## Counting bands to get a density of states

One band of a crystal holds two electrons per unit cell, whatever its shape. If N bands lie within an energy range of width W, the density of states averaged over that range is therefore 2N/W. The bins here are 0.5 eV wide, so N bands that fit inside a single bin give it a mean density of 4N states per eV and cell.

The number N comes from counting atomic orbitals, since bonding mixes orbitals without changing how many there are. The position and width of a group of bands don't come from the count. Here they are read from the table, where empty bins separate most of the groups.

Density of states of CdBiS4 (unrelaxed six-atom cell, space group I-4), calculated with Ansatz 0.2.0 using PBEsol, PAW datasets made for PBE and a 420 eV plane-wave cutoff. The calculation is scalar-relativistic and not spin-polarised, with an 8×8×8 k-mesh and Fermi–Dirac smearing of 0.0143 eV. Densities are tetrahedron-method means over 0.5 eV bins.

```
bin centre from the Fermi level (eV)  total (states/eV/cell)  on S p (states/eV/cell)  on Cd d (states/eV/cell)  on S s (states/eV/cell)  on Bi p (states/eV/cell)
                              -11.78                    1.12                     0.05                      0.00                     0.59                      0.00
                              -11.28                    0.00                     0.00                      0.00                     0.00                      0.00
                              -10.78                   12.01                     0.03                      0.00                    11.08                      0.86
                              -10.28                    0.00                     0.00                      0.00                     0.00                      0.00
                               -9.78                    0.00                     0.00                      0.00                     0.00                      0.00
                               -9.28                    0.00                     0.00                      0.00                     0.00                      0.00
                               -8.78                    3.82                     0.30                      0.00                     1.80                      0.00
                               -8.28                    0.17                     0.01                      0.00                     0.08                      0.00
                               -7.78                    0.00                     0.00                      0.00                     0.00                      0.00
                               -7.28                    0.00                     0.00                      0.00                     0.00                      0.00
                               -6.78                   20.00                     0.00                     20.00                     0.00                      0.00
                               -6.28                    0.00                     0.00                      0.00                     0.00                      0.00
                               -5.78                    0.00                     0.00                      0.00                     0.00                      0.00
                               -5.28                    0.00                     0.00                      0.00                     0.00                      0.00
                               -4.78                    0.00                     0.00                      0.00                     0.00                      0.00
                               -4.28                    0.00                     0.00                      0.00                     0.00                      0.00
                               -3.77                    0.00                     0.00                      0.00                     0.00                      0.00
                               -3.27                    0.00                     0.00                      0.00                     0.00                      0.00
                               -2.77                    6.15                     3.94                      0.00                     0.23                      1.92
                               -2.27                    4.88                     3.21                      0.00                     0.20                      1.41
                               -1.77                    0.97                     0.67                      0.00                     0.01                      0.27
                               -1.27                    3.49                     2.73                      0.00                     0.00                      0.01
                               -0.78                   13.10                    12.10                      0.00                     0.01                      0.03
                               -0.28                   12.30                    10.43                      0.00                     0.01                      0.04
                                0.23                    7.78                     6.90                      0.00                     0.00                      0.02
                                0.72                    3.37                     2.95                      0.00                     0.01                      0.01
                                1.23                    0.00                     0.00                      0.00                     0.00                      0.00
                                1.73                    0.00                     0.00                      0.00                     0.00                      0.00
                                2.23                    0.00                     0.00                      0.00                     0.00                      0.00
                                2.73                    0.00                     0.00                      0.00                     0.00                      0.00
                                3.23                    4.64                     1.37                      0.00                     0.10                      2.33
```

Energies are measured from the Fermi level, up to which the states are filled. "Total" is the full density, and the other columns give the parts that sit on the named orbitals, summed over all atoms of the element.

### First worked row: the cadmium d shell at −6.78 eV

The cell holds one cadmium atom, and a d shell has five orbitals, so N = 5. The estimate is 2 × 5 / 0.5 = 20 states per eV and cell. The table has 20.00, all of it on Cd d.

The row is this simple because cadmium is isolated in this cell. Its nearest neighbours are other cadmium atoms about 4.4 Å away, and the nearest sulfur is at about 4.6 Å. Orbitals spread into wide bands only when they overlap with neighbours, and a compact d shell hardly overlaps with anything at such distances. All five bands therefore stay inside one bin.

The value of 20 is a mean over the bin and not the height of the peak itself. If the bin were half as wide and still held the whole group, the mean would double. The energy of the group deserves less trust than its area, because semilocal functionals are known to place the Cd 4d shell too close to the Fermi level.

### Second worked row: sulfur s bands at −10.78 eV

Each bismuth atom has four sulfur neighbours at 2.68 Å, and methane is a useful simpler system for this unit. In methane the four hydrogen 1s orbitals form one combination with the symmetry of the carbon s orbital and three with the symmetry of the carbon p orbitals. The four sulfur 3s orbitals around bismuth divide in the same way, one to three.

The three combinations that match Bi 6p should stay together. With N = 3 the estimate is 2 × 3 / 0.5 = 12, and the table has 12.01. Most of this density is on S s, and 0.86 is on Bi p. That small admixture is what theory leads us to expect, since the p orbitals of bismuth are far above the sulfur s level in energy.

The fourth combination matches Bi 6s and behaves quite differently. It forms a bonding band, whose upper part appears at −11.78 eV, and an antibonding band near −8.78 eV. The antibonding band has no visible weight on Bi p, as the symmetry of a single unit suggests. About 0.9 of its 2.0 electrons lie outside the four projected columns. They fit Bi 6s, which holds about 1.8 electrons in the same calculation, shared between the two bands of the pair. Such an even sharing points to two starting levels of similar energy, the condition under which a given overlap shifts both levels most.

The likeness to methane ends at the filling and at the sulfur p orbitals. In methane the antibonding levels are empty, whereas here both members of the s pair are full. Hydrogen also brings only one valence orbital, while each sulfur adds three p orbitals, and these make up most of the states near the Fermi level.

### The upper bands: right area, wrong height

Four sulfur atoms bring twelve 3p orbitals, and bismuth brings three 6p orbitals. Each Bi p orbital forms one bonding and one antibonding band with sulfur, which leaves nine bands mainly on sulfur. Cadmium adds one more orbital, its 5s. The count below the next gap is thus three bonding bands and ten others.

The table bears out this division. The rows from −2.77 to −1.77 eV hold 6.0 electrons, the capacity of three bands, and 30 % of their density is on Bi p. The rows from −1.27 to 0.72 eV have room for 20.0 electrons, the capacity of ten, with almost nothing on Bi p. No empty bin separates the two groups, so the boundary rests on the areas and on the sudden drop in the Bi p column.

The heights are another matter. Ten bands spread evenly over five bins would give 8 states per eV and cell in each. The row at −0.78 eV has 13.10 instead, and the row at 0.72 eV only 3.37. The bands evidently crowd together in the middle of their range. Towards the ends they thin out or cover only part of a bin.

The reason lies in how the energy of a band changes with the wave vector of the electron. Where the energy hardly changes, many states fall into a narrow range and the density is high. Sulfur p orbitals that point sideways from the Bi–S bond overlap little with their neighbours, so theory expects them to form such flat stretches. Each sulfur atom has two of them, eight in the cell, which is enough for most of the ten bands. A count of orbitals contains no information on these slopes.

### Where the thirteenth band comes from

In ordinary cadmium compounds the metal gives up both 5s electrons, and its 5s band lies empty above the gap. Counted that way, only the twelve sulfur-based bands would lie between −3 and 1 eV, with room for 24 electrons. The table has 26.0 there, so one more band has come down.

Its character follows from the orbital populations of the same calculation, which leave about 1.6 electrons in Cd 5s. In the ten-band group, states for 2.4 electrons also lie outside the four projected columns, against less than 0.1 in the three-band group. The extra band is therefore owed to Cd 5s. It needn't be a separate band of pure 5s character, because every row of the group has some density outside the columns. The part beyond the two electrons of one orbital can come from the small share of Bi 6s that isn't in the s pair further down, and from density that the projection gives to no orbital. The populations of all orbitals add up to only about 58.8 of the 59 electrons.

The likely cause is again the isolation of cadmium. With no sulfur close by, there is little bonding to push the 5s level up and little electrostatic gain from forming a Cd²⁺ ion. When you count orbitals for a similar solid, the distances between atoms should thus be checked before the usual ionic charges are assumed.

### Filling the bands

The calculation treats 59 electrons per cell. Of these, 18 lie in shells below the energies shown, 10 fill the five bands made from sulfur s and bismuth s, and 10 fill the cadmium d shell. That leaves 59 − 18 − 10 − 10 = 21 electrons for thirteen bands that could hold 26. Five places stay empty, and the solid is a metal in this calculation.

The area under the density confirms the count. Summed from −2.77 eV to the Fermi level, including the narrow strip between the last bin and zero, it comes to 21.1 electrons. The empty range from 1.23 to 2.73 eV is a real gap in the density, but it lies above the Fermi level and doesn't make the material an insulator.

The flat estimate can also be asked where the Fermi level should lie. The three bonding bands take 6 electrons, and the other 15 enter the ten-band group at 8 per eV, which takes about 1.9 eV. Starting from the lower edge of that group at −1.52 eV, the filling ends near +0.36 eV instead of at zero. The guess is too high because the real bands are crowded below the Fermi level and take up their electrons sooner.

### How far the rule can be trusted

The rule has no adjusted constant, so neither worked row was used to set one. For the five groups that lie wholly within the energies shown, the areas agree with 2N to about 0.02 electrons. This is less of a triumph than it looks, because any complete and separate group of bands must hold an even number of electrons. What the agreement tests is the assignment of orbitals to groups. For the two upper groups the test is weaker still, since their boundary and the place of the Cd 5s band were settled with the table in view.

For single bins the accuracy depends on whether the group fits. The two worked rows agree to 0.1 %. In the ten rows whose group covers more than one bin, the typical (root-mean-square) miss is 3.3 states per eV and cell, and the largest is 5.1, where the flat estimates themselves are only 2 to 8. Even a narrow band suffers if a bin edge cuts it: the antibonding s band gives 3.82 at −8.78 eV and 0.17 at −8.28 eV, where an even division would give 2 in each.

The rule also needs the whole group. The row at −11.78 eV holds only 0.56 of the 2 electrons of its band, because the band continues below the energies shown. At the other end, the row at 3.23 eV has room for 2.3 electrons, while the three Bi p–S p antibonding bands would hold 6. Spin–orbit coupling, which is left out here, splits the bismuth p levels strongly and would change the shape of that upper group.

The most serious failure is at the Fermi level itself. The calculated density there is 25.9 states per eV and cell, about three times the flat estimate of 8. The bin that contains the Fermi level, centred at 0.23 eV, has a mean of only 7.78, so even the table averages this sharp peak away. For any property that depends on the states at the Fermi level, the band count is a poor guide.

The peak is also the least certain feature of the calculation. The k-mesh limits how well anything so sharp is resolved. So many states at the Fermi level, treated without spin polarisation, mean that a magnetic state may lie lower in energy, and its bands would be arranged differently there. The cell, moreover, was made by swapping elements in another structure, so the isolation of cadmium is a feature of this model cell and may not survive in a real compound. The atoms have not been moved to their positions of lowest energy, and strong forces remain on the sulfur atoms. Relaxation would shift and reshape the groups, whereas the capacity of two electrons per band would stay.
